# Office hours: a scaling factor carried into the wrong basis

*The four-line calculation in the second section is wrong, and its result of $-2.87$ kcal/mol must not be used. It is kept for the sake of its faulty line.*

## What the factor $c$ means

**Lecturer.** Your recipe for the T-shaped benzene dimer gives a wrong number. Before we look for the line, tell me what $c$ is and what your symbols mean.

**Student.** $E_{\rm HF}$, $E_2$ and $E_3$ are the Hartree–Fock, second-order and third-order Møller–Plesset contributions to the counterpoise-corrected interaction energy, dimer minus monomers, in kcal/mol. Negative means bound. My model assumes a constant ratio $r=E_3/E_2$ of successive terms, so $E_n=E_2\,r^{\,n-2}$. For $|r|<1$ the sum is

$$E_\infty=E_2\,(1+r+r^2+\dots)=\frac{E_2}{1-r}. \tag{1}$$

I split off the first term. The rest is $E_3(1+r+r^2+\dots)$, hence

$$E_\infty=E_2+c\,E_3=c\,E_2,\qquad c=\frac{1}{1-r}. \tag{2}$$

**Lecturer.** Keep the second equality in mind. Where does MP2.5 sit?

**Student.** MP2.5, from Pitoňák and co-workers in 2009, is the mean of MP2 and MP3, so $c=1/2$. Equation (2) gives that at $r=-1$.

**Lecturer.** At $r=-1$ the series does not converge: its partial sums alternate between $E_2$ and $0$. The value $E_2/2$ is their mean, and also the limit of (1) as $r\to-1$ from above, the Abel sum. In that sense $c=1/2$ is exact there. Now the errors. Define each as the approximation minus the exact sum $E_\infty$ of the model series, so that negative means overbound.

**Student.** MP2 gives $E_2-E_\infty=-E_2\,r/(1-r)$. For MP2.5 I use $(1+r/2)(1-r)-1=-r(1+r)/2$, and for MP3 $(1+r)(1-r)-1=-r^2$:

$$\epsilon_{2.5}=-\frac{E_2\,r(1+r)}{2(1-r)},\qquad \epsilon_{3}=-\frac{E_2\,r^2}{1-r}. \tag{3}$$

For $-1\le r<0$ the MP2.5 error is the smaller in magnitude when $(1+r)/2<|r|$, that is for $r<-1/3$.

**Lecturer.** Correct so far. The inputs below are illustrative, not computed. The large-basis row was chosen to resemble typical values near the minimum, and the other rows to show both terms shrinking as the basis loses flexibility. S stands for a polarised double-zeta basis without diffuse functions, M for an augmented double-zeta basis, L for the basis-set limit. Define $\lambda=E_3/E_3^{L}$ and take $E_{\rm HF}=+1.40$ from L throughout. We treat the entries as exact and form differences before rounding.

| basis | $E_2$ | $E_3$ | $r$ | $\lambda$ |
|---|---|---|---|---|
| S | $-2.80$ | $+0.96$ | $-0.343$ | $0.60$ |
| M | $-4.40$ | $+1.44$ | $-0.327$ | $0.90$ |
| L | $-5.00$ | $+1.60$ | $-0.320$ | $1.00$ |

**Student.** In L alone, MP2 gives $-3.60$, MP2.5 gives $-2.80$ and MP3 gives $-2.00$ in total. Equation (1) gives $E_\infty=-5.00/1.32=-3.79$, a total of $-2.39$. The errors are $-1.21$, $-0.41$ and $+0.39$. The last two are nearly equal in size because $r$ lies close to $-1/3$.

## The wrong attempt

**Student.** I want to scan the intermolecular distance. The MP3 step scales as the sixth power of system size and MP2 as the fifth, so I plan to take $E_2$ from L and $E_3$ from S at every point, with $c$ fixed once at the minimum. Here is the page.

> **Wrong attempt**
>
> A. $r_L=E_3^{L}/E_2^{L}=-0.320$
>
> B. $c_L=1/(1-r_L)=0.7576$
>
> C. $E_{\rm corr}=E_2^{L}+c_L\,E_3^{S}=-5.00+0.7576\times0.96=-4.27$
>
> D. $E_{\rm int}=1.40-4.27=-2.87$ kcal/mol (wrong)

I don't see the objection. Every composite scheme computes the big term in the big basis and the small correction in a small one.

**Lecturer.** Such schemes assume that the correction has converged in the small basis. That assumption can be tested, and your page carries the means.

## The symptom

**Lecturer.** Evaluate the other form in equation (2).

**Student.** $c_L E_2^{L}=0.7576\times(-5.00)=-3.79$. Line C says $-4.27$. They differ by $0.48$, and they should be the same number.

**Lecturer.** That is the first symptom. The recipe fails at the very geometry where $c$ was fixed. For the second, repeat lines C and D with $E_3$ from M.

**Student.** $-3.60+0.7576\times1.44=-2.51$. The answer moves by $0.36$.

**Lecturer.** Your target is the sum of the series at the basis-set limit. It cannot depend on which auxiliary basis you happened to use for $E_3$. The second symptom needs no $E_3^{L}$ at all, so you can look for it at any geometry.

**Student.** The first one I can cure without touching the recipe. I compute the ratio from the two numbers I actually add: $r_{\rm mix}=0.96/(-5.00)=-0.192$, so $c=0.839$. Then $E_2+cE_3=cE_2=-4.19$ holds identically, and the total is $-2.79$.

**Lecturer.** You have silenced the alarm. The identity holds for any two numbers once $c$ is built from their ratio. But $r_{\rm mix}=\lambda r_L$ is the ratio of no series, since numerator and denominator belong to Hamiltonians projected on different orbital spaces. Its error is

$$\frac{E_2^{L}}{1-\lambda r_L}-\frac{E_2^{L}}{1-r_L}=-\frac{E_2^{L}\,r_L(1-\lambda)}{(1-r_L)(1-\lambda r_L)},$$

which is $-0.41$ for S. The second symptom survives as well: the same patch with M gives $-2.48$, a spread of $0.31$.

**Student.** Then the $c$ should belong to the basis in which $E_3$ was computed. In S the ratio is $-0.343$, so $c_S=0.745$, and the total is $-2.89$. That is worse, an error of $-0.50$.

**Lecturer.** It is, because $c_SE_3^{S}$ is the tail of the small-basis series. It completes $E_2^{S}=-2.80$, and you attach it to $-5.00$.

## The faulty line

**Student.** So A and B are right, D is addition, and C is the culprit.

**Lecturer.** Equation (2) came from factoring $E_3=rE_2$ out of the tail, with the same $E_2$ that stands in front. The tail at the limit is $c_LE_3^{L}$. Line C writes $c_LE_3^{S}=\lambda\,c_LE_3^{L}$ in its place, which silently sets $\lambda=1$. The error of the slip is

$$\epsilon_{\rm slip}=c_L\,(E_3^{S}-E_3^{L})=-(1-\lambda)\,c_L E_3^{L}. \tag{4}$$

**Student.** Why should $\lambda$ be far from one? I thought higher-order corrections converge quickly with the basis.

**Lecturer.** Often they converge faster than $E_2$, but for this dimer both terms are dominated by dispersion. Second order contains dispersion built from uncoupled monomer polarisabilities, which overbinds aromatic rings, and third order takes part of it back. A basis without diffuse functions describes the monomer polarisabilities poorly, so it tends to shrink the attraction and the term that corrects it together. The table was built on that expectation: S keeps the fraction $0.56$ of $E_2$ and $0.60$ of $E_3$, while $r$ hardly moves. You restored the missing part of the attraction by going to L and left the correction truncated. The imbalance is overbinding.

## The mended calculation

**Lecturer.** Ask what coefficient $c_X$ makes the mixed expression equal to the target.

**Student.** I need $E_2^{L}+c_XE_3^{S}=E_2^{L}+c_LE_3^{L}$, so

$$c_X=\frac{c_L}{\lambda}=\frac{1}{\lambda\,(1-r_L)}. \tag{5}$$

For S that is $0.7576/0.60=1.263$, and for M it is $0.7576/0.90=0.842$. Line C becomes $-5.00+1.263\times0.96=-3.79$, and the total is $-2.39$ with either basis. But I object twice. A coefficient above one needs $r>0$ in equation (2), and these terms alternate.

**Lecturer.** $c_X$ is not of the form $1/(1-r)$. It is a product of two factors with separate jobs: $c_L<1$ sums the alternating tail, and $1/\lambda>1$ restores what the basis lost. This is the content of MP2.X, introduced by Riley, Řezáč and Hobza in 2011: MP2 at the limit, plus $E_3$ in a smaller basis times a coefficient fitted for that basis. And the second objection?

**Student.** It is circular. I used $E_3^{L}$ to get $\lambda$, so of course I recover $-2.39$.

**Lecturer.** At the calibration point, yes, and that recovery proves nothing. The worth of (5) lies in transfer. At another geometry, with primed quantities, the residual error is $E_3^{L\prime}\,(c_L\lambda'/\lambda-c_L')$. Suppose $E_3^{L\prime}$ stays at $1.60$. If $\lambda$ drifts from $0.60$ to $0.63$, the residual is $0.06$. If instead $r$ drifts from $-0.32$ to $-0.36$, then $c_L'=0.735$ and the residual is $0.04$. Those drifts are assumed. You would check them with a second calibration point at a stretched distance.

**Student.** And with no $E_3^{L}$ anywhere?

**Lecturer.** Then assume that the ratio carries over, rather than the term: $E_3^{L}\approx r_SE_2^{L}$. The sum is $c_SE_2^{L}=-3.72$, the total $-2.32$, the error $+0.06$. In the mixed form this is $c_X=c_S/0.56=1.33$. It works here because the table was made with similar ratios, so it illustrates the route without validating it. In practice $c_X$ is fitted over a set of dimers $i$. With $\Delta_i$ the reference interaction energy minus MP2 at the limit, minimising $\sum_i(\Delta_i-c_XE_{3,i}^{S})^2$ gives

$$c_X=\frac{\sum_i\Delta_i\,E_{3,i}^{S}}{\sum_i\left(E_{3,i}^{S}\right)^2}.$$

If the basis scales every $E_{3,i}$ by the same $\lambda$, this coefficient scales as $1/\lambda$, just as in (5). The reference there is estimated CCSD(T) at the limit, so the fit minimises differences from that level and inherits its limits.

## The size of the error

**Student.** From (4), S gives $0.7576\times(0.96-1.60)=-0.48$ kcal/mol. That is 40 per cent of the post-MP2 correction $c_LE_3^{L}=1.21$, and 20 per cent of the model's binding of $2.39$. For M it is $-0.12$.

**Lecturer.** It exceeds in size both errors from (3), so the slip wastes what the resummation was meant to gain over MP2.5 and MP3. Now do it for plain MP2.5.

**Student.** Keeping $c=1/2$ with $E_3$ from S gives $-3.12$ against $-2.80$ in L, a shift of $-0.32$. It adds to the $-0.41$ of equation (3), for an error of $-0.73$ in all. To reproduce MP2.5 at the limit I would need $0.5/\lambda$, which is $0.83$ for S and $0.56$ for M.

| recipe | coefficient of $E_3^{S}$ | total | error against $-2.39$ |
|---|---|---|---|
| unrefitted $c_L$ (the slip) | $0.7576$ | $-2.87$ | $-0.48$ |
| mixed ratio | $0.839$ | $-2.79$ | $-0.41$ |
| small-basis $c_S$ | $0.745$ | $-2.89$ | $-0.50$ |
| ratio carried over | $1.33$ | $-2.32$ | $+0.06$ |
| refitted, equation (5) | $1.263$ | $-2.39$ | zero by construction |

**Student.** One more push. If MP2.5 is no better than MP3 at $r=-0.32$, why does anyone use one half for this dimer? Is $-2.39$ the binding energy?

**Lecturer.** It is the model's number, not the molecule's. As typical knowledge, not a measurement, CCSD(T) near the basis-set limit lies about $0.9$ kcal/mol above MP2 for this structure, near $-2.7$ on our inputs. The geometric correction of $1.21$ is about 35 per cent larger, so the model comes out roughly $0.3$ kcal/mol less bound. The real series is not geometric from second order on. Fourth order brings connected triple excitations, which are attractive here and have no counterpart in $E_2$ or $E_3$. Notice that $c$ in (2) sums only the tail from third order. Give that tail its own ratio $q$, so that $c=1/(1-q)$, and take $0.9$ as an input. Then $c=0.9/1.60=0.56$ and $q\approx-0.8$. This $q$ is an effective parameter, not the actual $E_4/E_3$, and a value near $-1$ is just what a coefficient near one half expresses.

**Student.** Then the slip, which overbinds, works against the model's bias, and could pass for an improvement.

**Lecturer.** It could, until you change the small basis and the compensation changes with it. Equations (4) and (5) never used $q=r$. They hold for any large-basis coefficient. With $c=0.56$ the unrefitted S basis overbinds by $0.36$ kcal/mol and the refitted coefficient is $0.9/0.96=0.94$. With $c=0.7576$ the figures are $0.48$ and $1.263$. In both cases the fraction $1-\lambda$ of the post-MP2 correction, 40 per cent for S in this model, is lost unless $c$ is divided by $\lambda$.